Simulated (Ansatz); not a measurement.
## A ladder of methods for [SiPH4]− (SMILES [SiH2-]P)

The species is [SiPH4]− (6 atoms), meant as a singlet with charge -1. As SMILES, `[SiH2-]P`. The shape is that of a GFN2-xTB optimisation. This is one conformer, not always the lowest.

```xyz
6

Si    0.3577   -1.0198   -0.1326
P    -0.3552    1.0714    0.1326
H    -0.3871   -1.6006    1.0369
H    -0.6421   -1.4081   -1.1859
H     0.4074    1.5654   -0.8998
H     0.6193    1.3917    1.0488
```

Each level gives the vertical energy of the triplet above the singlet (eV). The values are calculated.

```
         level                    kind  program  value (eV)  less CCSD(T)/STO-3G  CPU time (all runs)
  SVWN5/STO-3G                     LDA   Ansatz        6.57                -0.36                1.5 s
   BLYP/STO-3G                     GGA   Ansatz        6.53                -0.40                2.5 s
    PBE/STO-3G                     GGA   Ansatz        6.50                -0.43                2.6 s
 r2SCAN/STO-3G                meta-GGA   Ansatz        6.57                -0.36                5.8 s
  BHLYP/STO-3G           global hybrid   Ansatz        6.75                -0.18                2.4 s
wB97M-V/STO-3G  range-separated hybrid   Ansatz        6.91                -0.02                 23 s
 B2PLYP/STO-3G           double hybrid   Ansatz        6.78                -0.15                2.8 s
RPA@PBE/STO-3G                     RPA   Ansatz        6.96                +0.03                3.4 s
CCSD(T)/STO-3G   coupled cluster or CI   Ansatz        6.93                 0.00               0.42 s
 CCSDTQ/STO-3G   coupled cluster or CI   Ansatz        6.93                 0.00                 46 s
```

Differences are taken from CCSD(T)/STO-3G for orientation; it has basis-set and higher-order errors of its own. Sets without diffuse functions describe the anion poorly. The values span 6.50 to 6.96 eV. A triplet this far above the singlet is often a Rydberg-like or dissociative state; sets without diffuse functions put Rydberg states too high. All rows use very small basis sets, so even the best lies far from the true value. Times are those of the runs behind each value, whatever else they computed, on shared processors of several kinds: orders of magnitude only.

The excitation most likely moves an electron from the silicon-centred lone pair of the silyl anion into an Si–P or Si–H antibonding orbital. This costs a lot because a minimal basis offers only compact valence orbitals to receive it. CCSDTQ reproduces the CCSD(T) value of 6.93 eV, so within this orbital space the correlation treatment is essentially converged and neither state appears to need a multireference description.

The semi-local functionals lie lowest, at 6.50 to 6.57 eV, with no steady gain from LDA to meta-GGA. The hybrids, the double hybrid and RPA all lie higher, which suggests that non-local exchange matters more here than refinement of the semi-local form. The near agreement of wB97M-V and RPA with coupled cluster shows consistency in a confined model, not accuracy for the real anion. Silyl anions bind their extra electron by far less than this gap, so the physical triplet at this geometry should lie in the detachment continuum, and the computed state is probably no bound excited state.
